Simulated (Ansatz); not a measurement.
Ligand exchange: C2HCl2F3 + SnH2(CH3)F → C2HClF4 + SnH2(CH3)Cl

Species: C2HCl2F3 (2,2-dichloro-1,1,1-trifluoroethane) `FC(F)(F)C(Cl)Cl`, singlet; SnH2(CH3)F, singlet; C2HClF4 `FC(Cl)C(F)(F)F`, singlet; SnH2(CH3)Cl, singlet. The partners trade Cl for F: C–Cl and Sn–F bonds give way to C–F and Sn–Cl.

Shapes, held fixed at every level: PBE0-D4/def2-TZVP. Programs: Ansatz 0.2.0. The zero-point and thermal change to 298 K, harmonic and unscaled (PBE0-D4/def2-TZVP), is +2.6 kJ/mol.

(1) Estimate ΔH(298 K) of this reaction.

## Answers

(1) The highest level, CCSD(T)/def2-TZVPP, gives ΔH(298 K) = -29.7 kJ/mol; the levels span -51.3 to -24.0. The column of differences is taken from that level and isn't an error. No measured value is set beside it here. For atoms past krypton def2 sets carry core potentials with scalar relativity. Outer-core shells of Sn are correlated in most correlated rows, in sets that cover them unevenly.

```tsv
level	kind	ΔH(298 K) (kJ/mol)	less CCSD(T)/def2-TZVPP
HF/def2-TZVPP	Hartree–Fock	-51.3	-21.6
r2SCAN0-D4/def2-TZVPP	global hybrid	-37.0	-7.3
wB97M-V/def2-TZVPP	range-separated hybrid	-31.1	-1.4
MP2/def2-TZVPP	perturbation theory	-24.0	+5.7
CCSD(T)/def2-SVP	coupled cluster or CI	-38.7	-9.0
CCSD/def2-SVP	coupled cluster or CI	-40.7	-11.0
CCSD(T)/def2-TZVPP	coupled cluster or CI	-29.7	0.0
```

Every level puts fluorine on carbon and chlorine on tin, with CCSD(T)/def2-TZVPP giving -29.7 kJ/mol. Since one bond of each kind is exchanged, the sign reflects a difference of differences: replacing chlorine by fluorine gains more at carbon than it does at tin. Compact carbon orbitals overlap well with fluorine 2p, and a second kind of halogen bond is not lost but moved to tin, whose larger, more diffuse valence shell accommodates chlorine comfortably. Fluorine already present on the neighbouring carbon probably modifies this preference without creating it.

Hartree–Fock exaggerates the exothermicity, so correlation favours the reactants on balance. In the small basis the triples change the result far less than enlarging the basis does, possibly because fluoride-like fluorine on tin needs the more flexible set. The direction is therefore secure, the magnitude less so. It need not carry over to condensed phases, where organotin fluorides often associate through fluorine bridges, which would stabilise the reactant side.
